# Spin-dependent p-d hybridisation: a CoO$_4$ cluster model for Ba$_2$CoGe$_2$O$_7$

## Statement

Spin-orbit coupling makes metal-ligand charge transfer depend on the angle between spin and bond. One magnetic ion then carries a dipole

$$\hat{\mathbf p}=e\,d\,k\sum_l(\hat{\mathbf S}\cdot\mathbf e_l)^2\,\mathbf e_l ,$$

with $\mathbf e_l$ the unit vector from metal to ligand $l$, $d$ the bond length, $e>0$, $\hat{\mathbf S}$ in units of $\hbar$, and $k$ dimensionless (form proposed by Arima, 2007; applied to Ba$_2$CoGe$_2$O$_7$ by Murakawa and co-workers, 2010). Below, $k$ is derived for one tetrahedron.

## Model

Co$^{2+}$ in a tetrahedron: $e^4t_2^3$, term $^4A_2$, $S=3/2$. For the spin fully aligned along a unit vector $\mathbf n$ all majority orbitals are filled, so only minority orbitals matter.

- Ligands: $\mathbf e_l=(1,1,1),(1,-1,-1),(-1,1,-1),(-1,-1,1)$, each over $\sqrt3$. One $\sigma$ orbital $p_l$ per ligand, energy 0.
- Metal: five $d$ orbitals at energy $\Delta$. Write $(t_x,t_y,t_z)=(yz,zx,xy)$.
- Hopping: $p_l$ couples with amplitude $t$ to the $m=0$ $d$ orbital about its bond. For these directions that orbital is pure $t_2$: $|\mathbf e_l\rangle=\sum_a e_{la}|t_a\rangle$.
- Spin-orbit, spin-conserving part: $-\eta\,\mathbf L\cdot\mathbf n$, $\eta=\zeta/2$, with $\zeta$ the one-electron $3d$ constant.
- Filling: six electrons in nine levels. The top three are empty.

Since $\sum_l|\mathbf e_l\rangle\langle\mathbf e_l|=\tfrac43P_{t_2}$, each $t_2$ orbital mixes with one ligand combination by $V=2t/\sqrt3$. At $\eta=0$:

$$E_\pm=\tfrac12(\Delta\pm W),\qquad W=\sqrt{\Delta^2+4V^2},\qquad D\equiv E_+-\Delta .$$

$D$ is the $e$-$t_2^*$ gap ($10Dq$), purely covalent here. The hole number $q_l$ on ligand $l$ is the weight of $p_l$ in the empty levels. With point charges and the metal at the origin, $\mathbf p=ed\sum_lq_l\mathbf e_l$.

## Step 1: $t_2$ shell only, exact in $t$ and $\eta$

Drop the $e$ doublet. Within $t_2$, $\mathbf L=-\mathbf l$ with $l=1$, so the metal levels are $\Delta_m=\Delta+m\eta$, $m=0,\pm1$ along $\mathbf n$. Each $m$ is a $2\times2$ problem, with ligand weight in the empty level

$$s_m^2=\tfrac12\Big(1-\Delta_m/\sqrt{\Delta_m^2+4V^2}\Big).$$

The bond orbital has weight $\cos^2\theta_l=(\mathbf n\cdot\mathbf e_l)^2$ on $m=0$ and $\tfrac12\sin^2\theta_l$ on each of $m=\pm1$, and $p_l$ has weight $3/4$ in the ligand $t_2$ combinations. Hence

$$q_l=\tfrac34\Big[s_0^2\cos^2\theta_l+\tfrac12(s_+^2+s_-^2)\sin^2\theta_l\Big]=\text{const}+\kappa_t(\mathbf n\cdot\mathbf e_l)^2,$$

$$\kappa_t=\tfrac34\Big[s_0^2-\tfrac12(s_+^2+s_-^2)\Big]=-\frac{3t^2\Delta}{W^5}\eta^2+O(\eta^4).$$

The $(\mathbf n\cdot\mathbf e_l)^2$ law is exact here to all orders in both couplings.

## Step 2: restore the $e$ doublet

$\mathbf L$ also mixes empty $t_2^*$ with filled $e$ across the small gap $D$. Eliminating the ligands gives $t_2$ the self-energy $V^2/z$, and

$$q_l=t^2\sum_{\rm empty}\mathrm{Res}\;\frac{\langle\mathbf e_l|G_{dd}(z)|\mathbf e_l\rangle}{z^2},\qquad G_0=\frac{z}{(z-E_+)(z-E_-)}\ \ (t_2),\qquad \frac1{z-\Delta}\ \ (e).$$

Odd orders in $\eta$ vanish, because $|\mathbf e_l\rangle$ is real and $\mathbf L$ imaginary. At second order: $|\mathbf e_l\rangle$ is an $l=2$, $m=0$ state about the bond, so $\langle(\mathbf L\cdot\mathbf n)^2\rangle=3\sin^2\theta_l$. The path through $t_2$ carries $\sin^2\theta_l$ (Step 1), the path through $e$ the remaining $2\sin^2\theta_l$:

$$\langle\mathbf e_l|G_{dd}|\mathbf e_l\rangle=G_0+\eta^2\sin^2\theta_l\Big[G_0^3+\frac{2G_0^2}{z-\Delta}\Big].$$

Residues at $E_+$, using $E_++E_-=\Delta$:

$$\mathrm{Res}\frac{G_0}{z^2}=\frac1{E_+W},\quad \mathrm{Res}\frac{G_0^3}{z^2}=\frac{3\Delta}{W^5},\quad \mathrm{Res}\frac{G_0^2}{z^2(z-\Delta)}=-\frac1{W^2D^2}-\frac2{W^3D}.$$

Result, exact in $t$, second order in $\eta$:

$$q_l=q_0-\kappa\sin^2\theta_l,\quad q_0=\frac{t^2}{E_+W},\quad \kappa=\eta^2t^2K,\quad K=\frac2{W^2D^2}+\frac4{W^3D}-\frac{3\Delta}{W^5}.$$

Same angular law. The last term is Step 1. The $e$ terms have the opposite sign: nonbonding $e$ character admixed into the holes lowers the covalency of bonds transverse to the spin.

## Step 3: quantum spin

A frozen axis omits the spin-flip part of $\zeta\,\mathbf l\cdot\mathbf s$. That part reaches the $M=S-1$ members of the excited quartets at the same gap $D$, so it is as important as the part kept. The cluster has three holes, and its quartets are the parallel-spin determinants above times the spin multiplet. Among states of equal $S$ the spin vector is proportional to $\hat{\mathbf S}$ (Wigner-Eckart), so $\eta\,\mathbf n\to\lambda\hat{\mathbf S}$ with $\lambda=\zeta/2S$. The second-order orbital tensor $\delta_{ab}-e_{la}e_{lb}$ is unchanged and symmetric:

$$\hat q_l=q_0-k\big[S(S+1)-(\hat{\mathbf S}\cdot\mathbf e_l)^2\big],\qquad k=\lambda^2t^2K .$$

As $\sum_l\mathbf e_l=0$, this is the general statement. In a spin coherent state $\tfrac12\langle\{S_a,S_b\}\rangle=S(S-\tfrac12)n_an_b+\tfrac S2\delta_{ab}$, so $\kappa$ is replaced by

$$kS(S-\tfrac12)=\kappa\,\frac{2S-1}{2S}=\tfrac23\kappa\quad(S=\tfrac32).$$

## Comparison with the general statement

- **Regular tetrahedron.** Every ligand has $e_xe_ye_z=1/3\sqrt3$, and only these terms survive the sum:
$$\hat{\mathbf p}=\frac{4}{3\sqrt3}\,edk\,\big(\{S_y,S_z\},\{S_z,S_x\},\{S_x,S_y\}\big).$$
The classical form $(S_yS_z,S_zS_x,S_xS_y)$ stands for these symmetrised products.
- **Inversion centre.** Ligands come in pairs $\pm\mathbf e_l$ with equal $(\hat{\mathbf S}\cdot\mathbf e_l)^2$, and the sum cancels pair by pair.
- **$S=1/2$.** $(\hat{\mathbf S}\cdot\mathbf e)^2=1/4$, so the sum reduces to the spin-independent $\tfrac14\sum_l\mathbf e_l$, zero for the tetrahedron. A rank-2 operator has no matrix elements in a spin doublet, as the factor $2S-1$ shows.
- **Time reversal.** $\mathbf p(-\mathbf S)=\mathbf p(\mathbf S)$. No neighbouring spin is needed.

## Numbers

Inputs: $\Delta=4.0$ eV (illustrative), $V=1.5$ eV (chosen to give the typical $10Dq\approx0.5$ eV of tetrahedral Co$^{2+}$), $\zeta\approx0.066$ eV (approximate free-ion value), $d\approx1.96$ Å (typical). Third figures only carry the arithmetic.

- $t=1.30$ eV, $W=5.0$ eV, $D=0.50$ eV, $s_0^2=0.10$, $q_0=0.075$, $\eta=0.033$ eV.
- $K=0.320+0.064-0.00384=0.380$ eV$^{-4}$, $\kappa=6.99\times10^{-4}$.
- Step 1 alone: $\kappa_t=-7.06\times10^{-6}$. The $e$ path is 100 times larger and sets the sign.
- $\lambda=0.022$ eV, $k=3.1\times10^{-4}$, $kS(S-\tfrac12)=4.66\times10^{-4}$.
- Spin in the $xy$ plane at azimuth $\varphi$ from the local $x$ axis: $p_z=p_0\sin2\varphi$, $p_x=p_y=0$, with $p_0=\frac{4}{3\sqrt3}ed\,kS(S-\tfrac12)=0.770\times1.96\times4.66\times10^{-4}=7.03\times10^{-4}\,e$Å.

Neglected terms. Diagonalising the $9\times9$ matrix for $\mathbf n\parallel[110]$ lowers $\kappa$ by a few per cent (order $\eta^4$). Admixture of spin doublets, typically near 2 eV, scales as $(D/2\,\mathrm{eV})^2\approx0.06$ of the quartet term.

## Ba$_2$CoGe$_2$O$_7$ in a rotating in-plane field

Space group $P\bar42_1m$, approximate cell $a\approx8.41$ Å, $c\approx5.54$ Å, volume $\Omega=392$ Å$^3$, two Co sites A and B. Their tetrahedra, taken as regular, are rotated about $c$ by $+\gamma$ (A) and $-\gamma$ (B) from the setting above with $x,y\parallel a,b$; $\gamma\approx24^\circ$. So $p_c^{A,B}=p_0\sin2(\varphi_{A,B}\mp\gamma)$, azimuths from $[100]$.

Easy-plane antiferromagnet, with a field at azimuth $\varphi_H$ strong enough to overcome the in-plane anisotropy: the spins cant symmetrically, $\varphi_A=\varphi_H+\sigma\alpha$, $\varphi_B=\varphi_H-\sigma\alpha$. Here $\alpha$ falls from near $90^\circ$ to $0$ at saturation. The sign $\sigma=\pm1$ is selected by the Dzyaloshinskii-Moriya canting, which lies outside this model. Adding the two sines:

$$P_c=P_0\,\sin2\varphi_H\,\cos2(\alpha-\sigma\gamma),\qquad P_0=\frac{2p_0}{\Omega}=57\ \mu\text{C/m}^2 .$$

- $P_c$ has period $180^\circ$ in $\varphi_H$, vanishes for $H\parallel[100]$ and $[010]$, and reverses between $[110]$ and $[1\bar10]$. $P_a=P_b=0$ because the spins stay in the plane.
- At fixed $\varphi_H$, $P_c$ changes sign once between $\alpha=90^\circ$ and saturation, at $\alpha=45^\circ+\sigma\gamma$ ($69^\circ$ or $21^\circ$).

Model $P_c$ ($\mu$C/m$^2$) for $H\parallel[110]$, coherent states:

| $\alpha$ | $90^\circ$ | $66^\circ$ | $24^\circ$ | $0^\circ$ |
|---|---|---|---|---|
| $\sigma=+1$ | $-38$ | $6$ | $57$ | $38$ |
| $\sigma=-1$ | $-38$ | $-57$ | $-6$ | $38$ |

**Easy-plane anisotropy rivals the effect.** Take the site Hamiltonian $\Lambda S_z^2-hS_u$, $\Lambda>0$, with $u$ along the local field (exchange plus Zeeman) and $v\perp u$ in the plane. In the basis $(|M\rangle+|{-M}\rangle)/\sqrt2$, $M=\tfrac12,\tfrac32$, it has diagonal $\Lambda/4-h$, $9\Lambda/4$ and off-diagonal $-\sqrt3h/2$, while $S_u^2-S_v^2$ is purely off-diagonal, $\sqrt3$. The ground state gives

$$\langle S_u^2-S_v^2\rangle=\tfrac32f,\qquad f=\frac{h}{\sqrt{\Lambda^2+\Lambda h+h^2}} .$$

So $p_0\to fp_0$ with unchanged angular dependence. For $h\ll\Lambda$ the ion sits in the $|\pm\tfrac12\rangle$ doublet, within which this quadrupole has no matrix elements, and $f\to h/\Lambda$: the two-level rule again. For the illustrative case $h=\Lambda$, $f=0.58$ and the amplitude is 33 $\mu$C/m$^2$.

The values 57 and 33 $\mu$C/m$^2$ are the model's. The peak $P_c$ typical of Ba$_2$CoGe$_2$O$_7$ at low temperature is of order 100 $\mu$C/m$^2$, so the model falls short by a factor of roughly two to three. It omits $\pi$ bonding, bond-overlap dipoles, the distortion of the tetrahedra and ionic relaxation. These change the prefactor, possibly its sign, and the effective $\gamma$, but not the factor $\sin2\varphi_H$. For a dipole quadratic in the spin, the $\bar4$ site symmetry lets $p_c$ couple to both $\{S_x,S_y\}$ and $S_x^2-S_y^2$, so $p_c^A=c_1\sin2\varphi_A+c_2\cos2\varphi_A$ with a free ratio $c_2/c_1$. The $\{110\}$ mirrors of $P\bar42_1m$ (point group $\bar42m$) exchange A and B and reverse the second term, $p_c^B=c_1\sin2\varphi_B-c_2\cos2\varphi_B$. With the symmetric canting the sum is $2\sin2\varphi_H\,(c_1\cos2\alpha-\sigma c_2\sin2\alpha)$, with nodes at $[100]$ and $[010]$.